# Forces and virial of an embedded-atom potential

## 1. Premises and conventions

Units are Å, eV, K and GPa, with 1 eV Å$^{-3}$ = 160.218 GPa.

**P1. Energy.** $N$ classical point atoms at $\mathbf r_1,\dots,\mathbf r_N$ have the embedded-atom energy (Daw and Baskes; Finnis and Sinclair, 1984)

$$E=\sum_i F_i(\rho_i)+\sum_{i<j}\phi_{ij}(r_{ij}),\qquad \rho_i=\sum_{j\ne i}f_j(r_{ij}).$$

$F_i$ is the embedding function of the species of atom $i$. $f_j$ is the density that atom $j$ contributes at its neighbours, so it carries the index of the source. The pair term is symmetric, $\phi_{ij}=\phi_{ji}$.

**P2. Geometry.** $\mathbf r_{ij}=\mathbf r_i-\mathbf r_j$, $r_{ij}=|\mathbf r_{ij}|$, $\hat{\mathbf r}_{ij}=\mathbf r_{ij}/r_{ij}$. In a periodic cubic cell of side $L$ and volume $V=L^3$, $\mathbf r_{ij}$ is the minimum-image vector.

**P3. Smoothness and range.** $F$, $f$, $\phi$ are continuous and piecewise differentiable. $f$ and $\phi$ go continuously to zero at a cutoff $r_c<L/2$, so each pair interacts through one image at most.

**P4.** $F$, $f$, $\phi$ depend neither on $V$ nor on $T$.

**P5.** Classical canonical ensemble, $\beta=1/k_BT$.

A prime is the derivative with respect to the function's own argument: $F'_i\equiv dF_i/d\rho$ at $\rho_i$, $f'_j\equiv df_j/dr$ and $\phi'_{ij}\equiv d\phi_{ij}/dr$ at $r_{ij}$. Compression gives $P>0$.

## 2. Variation of the energy

Displace the atoms infinitesimally. The chain rule gives

$$dE=\sum_i F'_i\,d\rho_i+\sum_{i<j}\phi'_{ij}\,dr_{ij},\qquad d\rho_i=\sum_{j\neq i}f'_j(r_{ij})\,dr_{ij}.$$

The first sum runs over ordered pairs $(i,j)$. Each unordered pair appears twice: with $i$ embedded and $j$ as source, giving $F'_if'_j$, and with the roles swapped, giving $F'_jf'_i$. Both multiply the same $dr_{ij}=dr_{ji}$. Collecting terms,

$$dE=\sum_{i<j}\psi_{ij}\,dr_{ij},\qquad \psi_{ij}\equiv\phi'_{ij}(r_{ij})+F'_i\,f'_j(r_{ij})+F'_j\,f'_i(r_{ij}).\tag{1}$$

Two remarks.

- $\psi_{ij}=\psi_{ji}$, because the exchange $i\leftrightarrow j$ swaps the last two terms and $\phi_{ij}=\phi_{ji}$.
- The $N(N-1)/2$ distances are not independent for $N>4$. Eq. (1) does not need independence. It holds for every $dr_{ij}$ produced by an actual displacement, and only such displacements are used below.

## 3. Force

Move atom $i$ alone. From $r_{ij}^2=\mathbf r_{ij}\cdot\mathbf r_{ij}$ follows $r_{ij}\,dr_{ij}=\mathbf r_{ij}\cdot d\mathbf r_i$, so $dr_{ij}=\hat{\mathbf r}_{ij}\cdot d\mathbf r_i$. Distances that do not involve $i$ stay fixed. With $\mathcal F_i=-\nabla_iE$, Eq. (1) gives

$$\boxed{\mathcal F_i=-\sum_{j\ne i}\left[\phi'_{ij}+F'_i f'_j(r_{ij})+F'_j f'_i(r_{ij})\right]\frac{\mathbf r_i-\mathbf r_j}{r_{ij}}}\tag{2}$$

The second term is the change of the density at $i$ as $i$ moves through the densities of its neighbours. The third is the change of the density at each neighbour $j$ as the source $i$ moves.

Define $\mathcal F_{ij}=-\psi_{ij}\hat{\mathbf r}_{ij}$, so that $\mathcal F_i=\sum_{j\ne i}\mathcal F_{ij}$.

- **Central.** $\mathcal F_{ij}\parallel\mathbf r_{ij}$. It is repulsive for $\psi_{ij}<0$.
- **Antisymmetric.** $\psi_{ij}=\psi_{ji}$ and $\hat{\mathbf r}_{ji}=-\hat{\mathbf r}_{ij}$ give $\mathcal F_{ji}=-\mathcal F_{ij}$. Hence $\sum_i\mathcal F_i=0$.
- **No net torque** on a free cluster: $\sum_i\mathbf r_i\times\mathcal F_i=\sum_{i<j}\mathbf r_{ij}\times\mathcal F_{ij}=0$.
- **Still many-body.** $\psi_{ij}$ depends on all neighbours of $i$ and of $j$ through $F'_i$ and $F'_j$, so the force on $i$ responds to atoms up to $2r_c$ away. Evaluation takes two passes: first all $\rho_i$ and $F'_i$, then the pair loop.

**Gauge freedom.** For species $a,b$ and constants $c_a$, put $F_a\to F_a+c_a\rho$ and $\phi_{ab}\to\phi_{ab}-c_af_b-c_bf_a$. The added embedding energy $\sum_ic_i\rho_i=\sum_{i<j}(c_if_j+c_jf_i)$ cancels the change of the pair sum, so $E$ is unchanged. In $\psi_{ij}$ the shift $-c_if'_j-c_jf'_i$ of $\phi'_{ij}$ cancels the shift $c_if'_j+c_jf'_i$ of the embedding terms. A value of $F'$ therefore has meaning only together with its $\phi$ and $f$. The bracket is invariant, and so is $F''$.

## 4. Pressure

The partition function factorises into a momentum part, independent of $V$, and

$$Z=\int_V d^{3N}r\;e^{-\beta E}.$$

With $P=-(\partial A/\partial V)_{N,T}$ and $A$ the Helmholtz energy, $P=k_BT\,\partial\ln Z/\partial V$.

Step 1. Put $\mathbf r_i=V^{1/3}\mathbf s_i$ with $\mathbf s_i$ in the unit cube. The limits of integration no longer depend on $V$, and the Jacobian is $V^N$:

$$Z=V^N\int d^{3N}s\;e^{-\beta E(V^{1/3}\mathbf s)}.$$

Step 2. Differentiate the logarithm:

$$P=\frac{Nk_BT}{V}-\left\langle\left(\frac{\partial E}{\partial V}\right)_{\mathbf s}\right\rangle .$$

Step 3. The minimum image is chosen from the $\mathbf s_i$ alone, so $r_{ij}=V^{1/3}s_{ij}$ and $(\partial r_{ij}/\partial V)_{\mathbf s}=r_{ij}/3V$. By P4 this is the only volume dependence of $E$. Eq. (1) gives $(\partial E/\partial V)_{\mathbf s}=\sum_{i<j}\psi_{ij}r_{ij}/3V$. Therefore

$$\boxed{PV=Nk_BT-\frac13\Big\langle\sum_{i<j}r_{ij}\left[\phi'_{ij}+F'_if'_j(r_{ij})+F'_jf'_i(r_{ij})\right]\Big\rangle}\tag{3}$$

The brackets $\langle\ \rangle$ are the canonical average, and each pair is counted once. Since $\mathbf r_{ij}\cdot\mathcal F_{ij}=-r_{ij}\psi_{ij}$, the second term is $\frac13\langle\sum_{i<j}\mathbf r_{ij}\cdot\mathcal F_{ij}\rangle$.

For a free cluster antisymmetry gives $\sum_i\mathbf r_i\cdot\mathcal F_i=\sum_{i<j}\mathbf r_{ij}\cdot\mathcal F_{ij}$. In a periodic cell this fails, because the minimum-image vector differs from the difference of in-cell positions by a lattice vector for pairs that cross a boundary. The pair form (3) is the valid one.

A homogeneous symmetric strain $\epsilon$ changes $r_{ij}$ by $r_{ij}^\mu r_{ij}^\nu\epsilon_{\mu\nu}/r_{ij}$ to first order, with $\mu,\nu$ Cartesian and summed. The same steps, with $\ln\det(1+\epsilon)\simeq\epsilon_{\mu\mu}$ in the Jacobian, give

$$P_{\mu\nu}V=Nk_BT\,\delta_{\mu\nu}-\Big\langle\sum_{i<j}\psi_{ij}\,\frac{r^\mu_{ij}r^\nu_{ij}}{r_{ij}}\Big\rangle .$$

The tensor is symmetric, and one third of its trace is Eq. (3).

## 5. One-component liquid: reduction to $g(r)$

Let $n=N/V$. The radial distribution function is defined by $\langle\sum_{j\ne i}w(r_{ij})\rangle=4\pi n\int_0^\infty r^2w(r)g(r)\,dr$ for any function $w$.

**Pair term.** With $\sum_{i<j}=\frac12\sum_i\sum_{j\neq i}$,

$$\Big\langle\sum_{i<j}r_{ij}\phi'\Big\rangle=2\pi nN\int r^3\phi'g\,dr .$$

**Embedding term.** Undo the collection made in Section 2:

$$\sum_{i<j}r_{ij}f'(r_{ij})\,(F'_i+F'_j)=\sum_iF'_i\,\sigma_i,\qquad \sigma_i\equiv\sum_{j\ne i}r_{ij}f'(r_{ij}).$$

Define $\bar F'=\langle F'(\rho_i)\rangle$. By the definition of the covariance, $\langle F'_i\sigma_i\rangle=\bar F'\langle\sigma_i\rangle+\mathrm{cov}(F'_i,\sigma_i)$, with $\langle\sigma_i\rangle=4\pi n\int r^3f'g\,dr$. Insert both terms in Eq. (3) and divide by $V$:

$$P=nk_BT-\frac{2\pi n^2}{3}\int_0^\infty r^3\left[\phi'+2\bar F'f'\right]g\,dr+\Delta P,\qquad \Delta P=-\frac n3\,\mathrm{cov}(F'_i,\sigma_i).\tag{4}$$

Eq. (4) is exact under P1 to P5. The mean-$F'$ approximation drops $\Delta P$. What remains is the virial equation of a pair potential $\phi_{\rm eff}=\phi+2\bar F'f$, differentiated at fixed $\bar F'$. It is gauge invariant, and it depends on the state through $\bar F'$.

**Size of $\Delta P$.** Expand about $\bar\rho=\langle\rho_i\rangle=4\pi n\int r^2fg\,dr$: $F'_i=F'(\bar\rho)+F''(\bar\rho)(\rho_i-\bar\rho)+\dots$ The constant has zero covariance, so to leading order in the fluctuations

$$\Delta P\simeq-\frac n3F''(\bar\rho)\,\mathrm{cov}(\rho_i,\sigma_i).$$

The product $\rho_i\sigma_i$ is a double sum over neighbours $j,k$. The terms $j=k$ need $g$, the terms $j\ne k$ need the triplet function $g_3$, normalised to 1 at large separations:

$$\mathrm{cov}(\rho_i,\sigma_i)=n\!\int\! f(r)\,rf'(r)\,g(r)\,d^3r+n^2\!\iint\! f(r)\,r'f'(r')\left[g_3(\mathbf 0,\mathbf r,\mathbf r')-g(r)g(r')\right]d^3r\,d^3r' .$$

So $g(r)$ and $\bar F'$ alone do not fix the pressure unless $F$ is linear, and a linear $F$ is a pair potential by the gauge transformation.

## 6. Range of validity

- Eqs. (2) and (3) are exact for the energy P1, for any composition. Eq. (2) holds for every configuration, and Eq. (3) for solid and liquid phases in the stated cell.
- Angle-dependent densities (modified EAM) break P1. The gradient of an angle at atom $i$ between bonds $ij$ and $ik$ is not along $\mathbf r_{ij}$, and Eq. (2) acquires further terms.
- A step in $\phi$ or $f$ at $r_c$ adds an impulsive contribution to Eq. (3) that a pair loop misses.
- For $r_c>L/2$ all images enter, including those of $i$ itself. Self-images exert no force but contribute to $\rho_i$ and to the virial.
- Tails $r^{-m}$ without cutoff give convergent integrals in Eq. (4) for $m>3$.
- An explicit term $U(V)$, as in pseudopotential pair models of simple metals, breaks P4 and adds $-dU/dV$ to $P$.
- With the centre of mass held fixed, $N$ in the kinetic term becomes $N-1$.
- The mean-$F'$ form requires $|\Delta P|$ to be small against the wanted accuracy in $P$, not against the separate terms. It also requires $g$ and $\bar F'$ to belong to the same potential and state.
- P5 requires small quantum corrections, estimated in Section 7.

## 7. Illustration: liquid Na near melting

**Given state.** $T=373$ K and $n=0.0243$ Å$^{-3}$, an approximate density of liquid Na near melting.

**Given $g(r)$.** A schematic curve of typical shape: zero below 3.0 Å, linear between the nodes, and 1 beyond 5.5 Å, with the outer oscillations flattened. $\Delta_k$ is the change of slope at node $k$.

| $r_k$ (Å) | 3.0 | 3.7 | 4.5 | 5.2 | 5.5 |
|---|---|---|---|---|---|
| $g(r_k)$ | 0 | 2.4 | 1.0 | 0.6 | 1.0 |
| $\Delta_k$ (Å$^{-1}$) | $24/7$ | $-145/28$ | $33/28$ | $40/21$ | $-4/3$ |

The coordination number up to the minimum at 5.2 Å is $4\pi n\int_0^{5.2}r^2g\,dr=13.9$.

**Given model.** Power laws as in the Sutton-Chen form, $\phi=A_0(r_0/r)^p$ and $f=(r_0/r)^q$, with $r_0=3.7$ Å, $p=10$, $q=6$, $A_0=0.090$ eV and $\bar F'=-0.066$ eV ($f$ is dimensionless). This is a toy, not a fitted Na potential. $A_0$ and $\bar F'$ are chosen so that repulsion and cohesion nearly cancel, as they must in a dense liquid at low pressure. The small net $P$ below is thus built in and predicts nothing.

**Pair bracket.** $\phi'+2\bar F'f'=-\left[pA_0(r_0/r)^p+2q\bar F'(r_0/r)^q\right]/r$. At $r_0$ this is $-(0.900-0.792)/3.7=-0.0292$ eV Å$^{-1}$, a weak repulsion. It vanishes where $(r_0/r)^4=0.792/0.900$, at $r=3.82$ Å, and is attractive beyond.

**Integrals.** Since $r\phi'=-p\phi$ and $rf'=-qf$, define $I_m=\int_0^\infty r^2(r_0/r)^mg\,dr$. Then $\bar\rho=4\pi nI_q$, the pair energy per atom is $u_\phi=2\pi nA_0I_p$, and Eq. (4) reads

$$P=nk_BT+\frac n3\,p\,u_\phi+\frac n3\,q\,\bar\rho\bar F'+\Delta P .$$

Integrate $I_m$ by parts twice. The boundary terms vanish: $g=0$ near the origin, $r^{3-m}\to0$ at infinity, and $g'=0$ beyond the last node. With $g''=\sum_k\Delta_k\delta(r-r_k)$ and the second antiderivative $r^{4-m}/[(m-3)(m-4)]$ of $r^{2-m}$, for $m>4$,

$$I_m=\frac{r_0^4}{(m-3)(m-4)}\sum_k\Delta_k\left(\frac{r_0}{r_k}\right)^{m-4}.$$

Here $r_0^4=187.416$ Å$^4$. The sums are 1.19438 Å$^{-1}$ for $m=6$ and 7.3761 Å$^{-1}$ for $m=10$, with denominators 6 and 42. So $I_6=37.308$ Å$^3$, $I_{10}=32.914$ Å$^3$, $\bar\rho=11.392$ and $u_\phi=0.4523$ eV.

**Terms of the pressure.** Three decimals are kept only to carry the cancellation.

| term | expression | GPa |
|---|---|---|
| kinetic | $nk_BT$ | 0.125 |
| pair | $(n/3)\,p\,u_\phi$ | 5.870 |
| embedding | $P_F=(n/3)\,q\,\bar\rho\bar F'$ | $-5.855$ |
| sum at mean $F'$ | | 0.140 |

Leaving out the term $F'_jf'_i$ of Eq. (2) would halve $P_F$ and raise $P$ by 2.93 GPa.

**Neglected covariance.** For the power law $\sigma_i=-q\rho_i$ exactly, so $\Delta P\simeq(n/3)\,qF''\,\mathrm{var}(\rho_i)$. Take $F\propto-\sqrt\rho$, for which $F''=-F'/2\rho$. Let $\delta^2=\mathrm{var}(\rho_i)/\bar\rho^2$, and replace $F'(\bar\rho)$ by $\bar F'$, which alters $\Delta P$ at order $\delta^4$. Then

$$\Delta P\simeq-\tfrac12\delta^2P_F>0 .$$

$\delta$ needs $g_3$ and is assumed here. For $\delta=0.10$, $\Delta P=0.029$ GPa and $P=0.17$ GPa. For $\delta=0.15$, $\Delta P=0.066$ GPa and $P=0.21$ GPa. The term is 0.5% to 1.1% of $|P_F|$, but 21% to 47% of the mean-$F'$ sum.

**Sensitivity.** A change of 1% in $\bar F'$ moves $P$ by 0.059 GPa, as much as $\Delta P$.

**Quantum correction.** A harmonic mode with $x=\hbar\omega/k_BT$ has the excess free energy $k_BT\ln[2\sinh(x/2)/x]\simeq k_BT\,x^2/24$ over its classical value. Three modes per atom at an Einstein temperature $\theta_E$ give $k_BT(\theta_E/T)^2/8$ per atom, which scales as $\omega^2$. With $\gamma=-d\ln\omega/d\ln V$, the volume derivative gives $\Delta P_Q\simeq nk_BT\,\gamma\,(\theta_E/T)^2/4$. For typical values $\theta_E\approx120$ K and $\gamma\approx1$ this is 0.003 GPa, about a tenth of the smaller $\Delta P$.

**Result for the model.** $P\approx0.2$ GPa, the remainder of two terms near $\pm5.9$ GPa. With $g(r)$ and $\bar F'$ as the only structural input and $\delta$ assumed, one significant figure at most is supported.